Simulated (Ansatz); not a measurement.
## Cs₂TlInF₆: the change of gap on mesh with amplitude

All results are calculated (Ansatz 0.2.0). A normal mode of the cell frozen into a crystal at growing amplitude, by plane-wave density functional theory with PAW datasets, the gap read on the k mesh, zero where bands cross the Fermi level.

The cell before atoms are moved (space group Fm-3m, No. 225):
```
CELL_PARAMETERS angstrom
0.00000 4.71270 4.71270
4.71270 0.00000 4.71270
4.71270 4.71270 0.00000
ATOMIC_POSITIONS crystal
Cs 0.75000 0.75000 0.75000
Cs 0.25000 0.25000 0.25000
Tl 0.00000 0.00000 0.00000
In 0.50000 0.50000 0.50000
F 0.72130 0.27870 0.27870
F 0.27870 0.27870 0.72130
F 0.27870 0.72130 0.72130
F 0.27870 0.72130 0.27870
F 0.72130 0.27870 0.72130
F 0.72130 0.72130 0.27870
```

Settings of every row: functional PBEsol; dispersion none; spin none; wave cutoff 420 eV; k mesh 4x4x4; occupations gaussian; smearing width 0.05 eV; k shift 0x0x0; start relaxed.

Atom:
| element | mode x (displacement for amplitude 1) | mode y (displacement for amplitude 1) | mode z (displacement for amplitude 1) |
| --- | --- | --- | --- |
| Cs | 0 | 0 | 0 |
| Cs | 0 | 0 | 0 |
| Tl | 0 | 0 | 0 |
| In | 0 | 0 | 0 |
| F | -1 | 0 | 0 |
| F | 0 | 0 | -1 |
| F | 1 | 0 | 0 |
| F | 0 | -1 | 0 |
| F | 0 | 1 | 0 |
| F | 0 | 0 | 1 |

Limits: semilocal functionals narrow a gap, while the missing spin-orbit coupling can widen it by more in compounds of such heavy elements, so these gaps are no guide to the real ones; no spin-orbit coupling, which shifts gaps with heavier elements (Cs2TlInF6); the cell comes from a prototype or a list of computed structures and needn't be the stable phase.

| row | amplitude (Å of the largest displacement) | gap on mesh (eV) |
| --- | --- | --- |
| 1 | -0.12 | 4.514 |
| 2 | -0.09 | 4.468 |
| 3 | -0.06 | 4.345 |
| 4 | -0.03 | 4.142 |
| 5 | 0 | 3.86 |
| 6 | 0.03 | 3.512 |
| 7 | 0.06 | 3.112 |
| 8 | 0.09 | 2.679 |
| 9 | 0.105 | ? |
| 10 | 0.12 | 2.225 |

Question: what gap on mesh should row 9 give?

Worked fit of gap on mesh. Take t = amplitude, in Å of the largest displacement. The shown rows have t = -0.12, -0.09, -0.06, -0.03, 0, 0.03, 0.06, 0.09, 0.12. Least squares give gap on mesh = 3.8546 − 9.7883 × t − 33.974 × t² eV; a straight line predicts inner rows, each left out in turn, worse (root mean square 0.16 against 0.027 eV). The rows lie off it by -0.026, 0.008, 0.025, 0.024, 0.005, -0.018, -0.033, -0.019, 0.034 (root mean square 0.023 eV), a smooth pattern that one more power would take up: the form is only approximate. The withheld row has t = 0.105, so the fit gives 3.8546 − 9.7883 × (0.105) − 33.974 × (0.105)² = 2.452 eV.

The calculation gave 2.456 eV. The fit lies 0.004 eV (0.17 % of the column's range) below it; its largest miss of a shown row is 0.034 eV.
